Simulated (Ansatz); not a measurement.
**Ligand exchange: C2H8GeO + C2H3FO → CH6GeO + C3H5FO**

Species: C2H8GeO `C[O][GeH2][CH3]`, singlet; C2H3FO `FC1CO1`, singlet; CH6GeO `C[O][GeH3]`, singlet; C3H5FO `CC1(F)CO1`, singlet. The partners trade CH3 for H: Ge–CH3 and C–H bonds give way to Ge–H and C–CH3.

Shapes, held fixed at every level: PBE0-D4/def2-TZVP. Flexible molecules stand in one conformer, not always the lowest. Programs: Ansatz 0.2.0. The zero-point and thermal change to 298 K, harmonic and unscaled (PBE0-D4/def2-TZVP), is -5.0 kJ/mol.

```csv
level,kind,ΔH(298 K) (kJ/mol),less CCSD(T)/def2-TZVPP
HF/def2-SVP,Hartree–Fock,-5.0,-12.6
HF/def2-TZVPP,Hartree–Fock,+1.9,-5.7
SPW92/def2-TZVPP,LDA,-2.4,-10.0
wB97M-V/def2-TZVPP,range-separated hybrid,+4.2,-3.4
B2PLYP/def2-TZVPP,double hybrid,+6.8,-0.8
CCSD(T)/def2-SVP,coupled cluster or CI,-7.9,-15.5
CCSD/def2-TZVPP,coupled cluster or CI,+7.5,-0.1
CCSD(T)/def2-TZVPP,coupled cluster or CI,+7.6,0.0
```

The highest level, CCSD(T)/def2-TZVPP, gives ΔH(298 K) = +7.6 kJ/mol; the levels span -7.9 to +7.6. They disagree on the sign: 5 of 8 are positive. The column of differences is taken from that level and isn't an error. No measured value is set beside it here. Relativity is left out for Ge. Outer-core shells of Ge are correlated in most correlated rows, in sets that cover them unevenly.

The exchange is close to thermoneutral, and the larger-basis coupled-cluster result makes it slightly endothermic. The number of single bonds is conserved, so the enthalpy is a small remainder of opposing preferences. Replacing C–H by C–C generally costs bond strength, while replacing Ge–C by Ge–H recovers some of it. Methyl attachment to the electron-poor carbon bearing F and O probably offsets part of the remaining cost.

Basis set matters more than the treatment of triple excitations: CCSD(T) moves from -7.9 to +7.6 kJ/mol between the two sets, whereas CCSD and CCSD(T) nearly coincide in the larger one. Hartree–Fock shifts in the same direction but less, which suggests that much of the sensitivity lies in the correlation energy. The small-basis negative values are therefore poor evidence for exothermicity, although LDA remains negative even in the larger basis. The calculations favour a weakly endothermic exchange, but without a further basis-set step the sign is not secure. Nothing here bears on the barrier to exchange.
